## Reading the short side of an Si–H bond from its long side

A triazole ring carries an SiH₃ group, and one of its Si–H bonds is stretched while all other atoms stay put. Seven points of the curve are known, from 1.56 Å outwards. Can they tell what happens when the same bond is squeezed to 1.42 and 1.31 Å?

PySCF 2.14.0 calculations with RHF, broken-symmetry UHF and CASSCF (2 electrons in 2 orbitals), basis 6-31G(d), for neutral singlet 3-silyl-4H-1,2,4-triazole in the gas phase. One Si–H bond length is varied with all other atoms fixed at the GFN2-xTB geometry. Spin squared refers to UHF, orbital occupation to the CASSCF natural orbitals.

| bond length (Å) | CASSCF energy over its lowest point (eV) | RHF energy over CASSCF (eV) | UHF energy under RHF (eV) | spin squared | first weak orbital occupation |
| --- | --- | --- | --- | --- | --- |
| 1.310 | ? | ? | ? | ? | ? |
| 1.420 | ? | ? | ? | ? | ? |
| 1.560 | 0.000 | 0.404 | 0.000 | 0.000 | 0.022 |
| 1.700 | 0.228 | 0.480 | 0.000 | 0.000 | 0.032 |
| 1.920 | 0.820 | 0.619 | 0.000 | 0.000 | 0.054 |
| 2.200 | 1.643 | 0.837 | 0.003 | 0.060 | 0.100 |
| 2.560 | 2.533 | 1.209 | 0.485 | 0.628 | 0.201 |
| 3.120 | 3.349 | 2.031 | 1.771 | 0.915 | 0.457 |
| 3.980 | 3.691 | 3.461 | 3.458 | 0.994 | 0.803 |

RHF keeps both electrons of each pair in one shared orbital. UHF lets the two spins use different orbitals. CASSCF here lets one electron pair spread over two orbitals, and the first weak orbital occupation is the number of electrons in the emptier one. It rises smoothly from 0.022 at 1.56 Å to 0.803 at 3.98 Å, as it should if the pair is that of the stretched bond. The orbitals themselves were not inspected, so this identity is an inference.

### What the pair does

In the simplest picture, which ignores the bond's polarity, the bonding orbital σ is an equal sum of an orbital on silicon and one on hydrogen. With both electrons in σ, half of the wavefunction at large distance is covalent, one electron on each atom, and half is ionic, both electrons on the same atom. Near equilibrium this does little harm. In a broken bond the ionic half is badly wrong, and RHF has no means of removing it.

The configuration with both electrons in the antibonding orbital σ\* holds the same two parts with opposite relative sign. Mixing some of it in cancels ionic character. Let the two configurations lie $2D$ apart in energy and be coupled by $K$. The lower root of this two-by-two problem gives the energy gained by mixing and the occupation $n$ of the weak orbital:

$$\text{gain}=\sqrt{D^2+K^2}-D,\qquad n=1-\frac{D}{\sqrt{D^2+K^2}}$$

The gain corresponds to the column "RHF energy over CASSCF". The correspondence is not exact, because CASSCF also reshapes its orbitals, so a $K$ drawn from the table is an effective one.

In a short bond $D$ is much larger than $K$. The gain is then close to $K^2/2D$ and the occupation close to $K^2/2D^2$, so squeezing the bond should empty the weak orbital faster than it lowers the gain. In a broken bond $D$ vanishes, the occupation tends to one, and RHF is too high by the full $K$. For another bond with a similar coupling the same rule holds: the smaller its σ–σ\* splitting, the more electrons its weak orbital holds from the start.

### From the mechanism to numbers

The splitting comes from the overlap of the two atomic orbitals, which fades roughly exponentially with distance. The logarithm of $D/K$ should therefore fall nearly linearly. The occupation alone fixes $D/K$, and a least-squares line through the seven known rows gives $\ln(D/K)=3.562-1.291\,r$, with $r$ in Å. The ratio halves for every 0.54 Å of stretch.

Here is the estimate for 1.42 Å, a row outside the fit:

$$\ln(D/K)=3.562-1.291\times1.42=1.729,\qquad D/K=5.635$$

$$n=1-\frac{5.635}{\sqrt{1+5.635^2}}=0.015$$

For the gain I need $K$ as well. One constant value, fitted to the four known rows below 2.3 Å, is 3.72 eV. It gives a gain of $3.72\times(5.723-5.635)=0.33$ eV, where 5.723 is the square root in the line above.

The CASSCF energy needs a different argument, because it contains the whole bond and not just the mixing. No grid point lies below 1.56 Å in energy, so 1.42 Å cannot, and the bottom of the well should not lie much short of their midpoint, 1.49 Å. The bond in the supplied tight-binding structure is slightly shorter than this midpoint, and a CASSCF that correlates only this pair can be expected to lengthen it a little. I place the bottom at 1.5 Å and continue the known rows inwards with a Rydberg curve, a standard shape for a bond that is steep inside and flat outside.

UHF is the easy part. It first drops below RHF somewhere between 1.92 and 2.20 Å, the Coulson–Fischer point, and both withheld distances are well short of that.

### Forecasts

These are hand estimates from the reasoning above, so they can differ slightly from the fitted values.

- **CASSCF energy over its lowest point:** 0.36 eV (0.26 to 0.46) at 1.31 Å; 0.02 eV (0.00 to 0.06) at 1.42 Å.
- **RHF energy over CASSCF:** 0.29 eV (0.25 to 0.34) at 1.31 Å; 0.34 eV (0.31 to 0.38) at 1.42 Å.
- **Weak occupation:** 0.012 (0.009 to 0.015) at 1.31 Å; 0.015 (0.013 to 0.018) at 1.42 Å.
- **UHF gain and spin squared:** zero at both distances.
- **Order of two RHF points:** RHF, unlike CASSCF, should put 1.42 Å below 1.56 Å, by roughly 0.04 eV.

The widest range belongs to the CASSCF energy at 1.31 Å, on the steep wall. In a harmonic estimate, moving the assumed bottom outwards by only 0.01 Å raises that forecast by about 0.04 eV; the true wall is steeper than harmonic, so the real effect is larger. One event could upset everything: the two active orbitals might switch to another electron pair, which would show as a jump in occupation or gain.

### The computed values

The withheld rows as computed:

| bond length (Å) | CASSCF energy over its lowest point (eV) | RHF energy over CASSCF (eV) | UHF energy under RHF (eV) | spin squared | first weak orbital occupation |
| --- | --- | --- | --- | --- | --- |
| 1.310 | 0.407 | 0.303 | 0.000 | 0.000 | 0.011 |
| 1.420 | 0.040 | 0.341 | 0.000 | 0.000 | 0.015 |

Every value falls inside its range, and nothing jumps. The occupations lie within 0.001 of the forecasts. From 1.56 to 1.42 Å the occupation drops by about a third and the gain by only about a sixth, as the short-bond formulas demand. UHF stays on the RHF solution in both rows.

The constant $K$ is a little too crude. With it, the fit puts the gain at 1.31 Å at 0.285 eV, about 6 % below the computed 0.303 eV. The effective coupling drawn from the table grows from 3.65 eV at 2.20 Å to 3.92 eV at 1.42 Å and a little further at 1.31 Å, more than the rounding of the small occupation can explain. A plausible reason, not tested here, is that the orbitals become more compact in a squeezed bond and so interact more strongly. The orbital reshaping that the model ignores may also play a part.

The CASSCF energies came out higher than forecast, 0.407 eV instead of 0.36 eV at 1.31 Å and 0.040 eV instead of 0.02 eV at 1.42 Å. The fitted Rydberg curve is also too low at both points. Part of its error is a plain offset: in serving the stretched rows, it passes about 0.016 eV below the table's zero at 1.56 Å. That covers about half of the fit's shortfall at 1.31 Å and most of it at 1.42 Å. What remains is small, about 0.014 eV at 1.31 Å and 0.006 eV at 1.42 Å. By the sensitivity estimated above, a bottom only a few thousandths of an ångström farther out would be expected to cover it, so the assumed 1.5 Å was sound.

The order of the two RHF points is as forecast, but the difference is only about half as large. Going from 1.56 to 1.42 Å, CASSCF rises by 0.040 eV while the RHF excess shrinks by $0.404-0.341=0.063$ eV, so RHF falls by 0.023 eV. The change in the excess was foreseen well; the error came from the CASSCF energy. The physical point survives: RHF's penalty grows with distance, so RHF favours a shorter bond.

### Where the bond breaks

At 1.56 Å the RHF excess of 0.404 eV is no sign of a breaking bond. Even in an intact bond the two electrons sit on the same atom somewhat less often than RHF makes them, and CASSCF allows for this. At 3.98 Å the same fault has grown to 3.461 eV, because there the ionic half should be almost absent. The fit with constant $K$ falls 0.43 eV short of this value. Theory offers a reason: the attraction between the two ions weakens with distance, which pushes the ionic state up and enlarges $K$.

UHF escapes the ionic part by placing opposite spins on the two fragments. It does worst in the middle: at 2.20 Å its symmetry has barely broken, and it still lies 0.834 eV above CASSCF, its largest excess in the table. At 3.98 Å the two energies agree to 0.003 eV. The spin squared of 0.994 shows that the UHF state is then an almost equal mixture of singlet and triplet, which costs little because the two are nearly degenerate once the bond is broken. An agreement this close is expected to be partly a cancellation: the triplet share still raises UHF slightly, while UHF also gains a little by polarising the spins of the other electrons, which this CASSCF keeps paired.

Between 1.56 and 3.98 Å, RHF climbs by 6.75 eV and CASSCF by 3.69 eV, so RHF makes breaking this bond look almost twice as costly. The CASSCF figure is still no bond energy. It rises by 0.34 eV over the last interval alone, the fragments have not relaxed, and most dynamic correlation and the zero-point motion are left out.
